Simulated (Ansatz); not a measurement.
SbAu: the change of pressure and energy less free atoms with volume scale

Periodic Kohn-Sham DFT of a crystal at fixed atoms, scaled to volume_scale times the given cell; pressure positive in compression, energy less spherical unpolarised free atoms, largest_vzz the field gradient of largest size among the nuclei. The results are calculated, by Ansatz 0.2.0.

The cell before it is scaled or strained (space group F-43m, No. 216):
```
cell vectors (Å)
   0.0000     3.1109     3.1109
   3.1109     0.0000     3.1109
   3.1109     3.1109     0.0000
atoms (fractions of the cell vectors)
Au  0.00000  0.00000  0.00000
Sb  0.25000  0.25000  0.25000
```

Settings of every row: method all-electron LAPW; functional PBE; relativity scalar; k mesh 10x10x10; filling fermi-dirac; smearing width 0.08 eV; basis error target 1 meV/atom; nucleus gaussian.

Atom start moment: 0 on all atoms.

Limits: no spin-orbit coupling on heavy atoms; the cell comes from a prototype or a list of computed structures and needn't be the stable phase.

```
row  volume scale  V (Å³/atom)  pressure (GPa)  energy less free atoms (eV/atom)
  1        0.9405       28.315           4.148                           -3.5385
  2          0.97       29.203           1.877                            -3.555
  3             1       30.106          -0.024                           -3.5601
  4          1.03        31.01               ?                                 ?
  5          1.06       31.913          -2.904                           -3.5425
```

Question: what pressure and energy less free atoms should row 4 give?

Worked fit of pressure. Take u = (V_r/V)^(2/3) − 1 with V_r = 29.654 Å³ an atom, which is twice the finite (Eulerian) strain; such expansions in the strain, on which the Birch-Murnaghan equation of state is built, carry the rest volume and the bulk modulus. The shown rows have u = 0.03128, 0.01027, -0.01003, -0.04777. Least squares give pressure = 0.8836 + 94.366 × u + 316.2 × u² GPa; a straight line predicts inner rows, each left out in turn, worse (root mean square 0.31 against 0.018 GPa). The rows lie off it by 0.003, -0.009, 0.007, -0.001 (root mean square 0.0059 GPa). The pressure vanishes at u = -0.0097, or V = 30.09 Å³ an atom, and there the bulk modulus at fixed shape and fractions is B = −V dP/dV = (2/3)(1 + u) dP/du = 58.3 GPa. The withheld row has u = -0.02937, so the fit gives 0.8836 + 94.366 × (-0.02937) + 316.2 × (-0.02937)² = -1.615 GPa.

The calculation gave -1.595 GPa. The fit lies 0.020 GPa (1.3 % of the value, 0.28 % of the column's range) below it; its largest miss of a shown row is 0.009 GPa.

Worked fit of energy less free atoms. Take u = (V_r/V)^(2/3) − 1 with V_r = 29.654 Å³ an atom, which is twice the finite (Eulerian) strain; such expansions in the strain, on which the Birch-Murnaghan equation of state is built, carry the rest volume and the bulk modulus. The shown rows have u = 0.03128, 0.01027, -0.01003, -0.04777. Least squares give energy less free atoms = −3.55886 + 0.257 × u + 12.558 × u² eV/atom; a straight line predicts inner rows, each left out in turn, worse (root mean square 0.012 against 0.0002 eV/atom). The rows lie off it by 0.0000, -0.0001, 0.0001, 0.0000. Its lowest point lies at u = -0.0102, or V = 30.12 Å³ an atom, and the curvature there gives the bulk modulus at fixed shape and fractions, B = (4/9)(1 + u)² E″(u)/V = 58.2 GPa. The withheld row has u = -0.02937, so the fit gives −3.55886 + 0.257 × (-0.02937) + 12.558 × (-0.02937)² = -3.5556 eV/atom.

The calculation gave -3.5554 eV/atom. The fit lies 0.0002 eV/atom (0.93 % of the column's range) below it; its largest miss of a shown row is 0.0001 eV/atom.
